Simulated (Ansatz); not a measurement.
## Ligand exchange: CBrCl3 + C2H5FSn → CBrCl2F + C2H5ClSn

Species: CBrCl3 (bromotrichloromethane) `ClC(Cl)(Cl)Br`, singlet; C2H5FSn `C[CH2][Sn][F]`, singlet; CBrCl2F (bromodichlorofluoromethane) `FC(Cl)(Cl)Br`, singlet; C2H5ClSn `C[CH2][Sn][Cl]`, singlet. The partners trade Cl for F: C–Cl and Sn–F bonds give way to C–F and Sn–Cl.

Shapes, held fixed at every level: PBE0-D4/def2-TZVP. Flexible molecules stand in one conformer, not always the lowest. Programs: Ansatz 0.2.0. The zero-point and thermal change to 298 K, harmonic and unscaled (PBE0-D4/def2-TZVP), is +2.8 kJ/mol.

```csv
level,kind,ΔH(298 K) (kJ/mol),less CCSD(T)/def2-TZVPP,CPU time (sum over the molecules)
r2SCAN-D4/def2-TZVPP,meta-GGA,-56.0,-7.1,63 s
BHLYP-D4/def2-TZVPP,global hybrid,-59.5,-10.6,39 s
PBE0-D4/def2-TZVPP,global hybrid,-56.1,-7.2,38 s
wB97M-V/def2-TZVPP,range-separated hybrid,-51.2,-2.3,2.3 min
CCSD(T)/def2-SVP,coupled cluster or CI,-60.9,-12.0,50 s
CCSD/def2-TZVPP,coupled cluster or CI,-52.3,-3.4,–
CCSD(T)/def2-TZVPP,coupled cluster or CI,-48.9,0.0,20 min
```

The highest level, CCSD(T)/def2-TZVPP, gives ΔH(298 K) = -48.9 kJ/mol; the levels span -60.9 to -48.9. The column of differences is taken from that level and isn't an error. No measured value is set beside it here. For atoms past krypton def2 sets carry core potentials with scalar relativity. Relativity is left out for Br. Outer-core shells of Br, Sn are correlated in most correlated rows, in sets that cover them unevenly. Times are processor times on shared x86 and Arm servers, and rough.

Fluorine prefers carbon to divalent tin here: every level makes the exchange clearly exothermic. Simple electronegativity matching would put fluorine on the more electropositive tin, but what counts is the difference between two fluoride-for-chloride replacements. Both elements bind fluorine more strongly than chlorine, and the gain at carbon outweighs the loss at tin. Compact carbon orbitals overlap well with fluorine 2p, whereas C–Cl bonds in a crowded perhalomethane are comparatively weak. Donation from fluorine lone pairs into the C–Cl and C–Br σ* orbitals, along with relief of crowding, probably adds to the preference.

Within coupled cluster, enlarging the basis from def2-SVP to def2-TZVPP shifts the enthalpy by 12.0 kJ/mol, against 3.4 for the triples. The small set probably describes the strongly anionic fluorine in Sn–F too poorly, which exaggerates the exothermicity. The direction of exchange is therefore secure, but its exact size is less so, since a further basis-set shift remains possible. The favourable enthalpy says nothing about the barrier to halogen transfer.
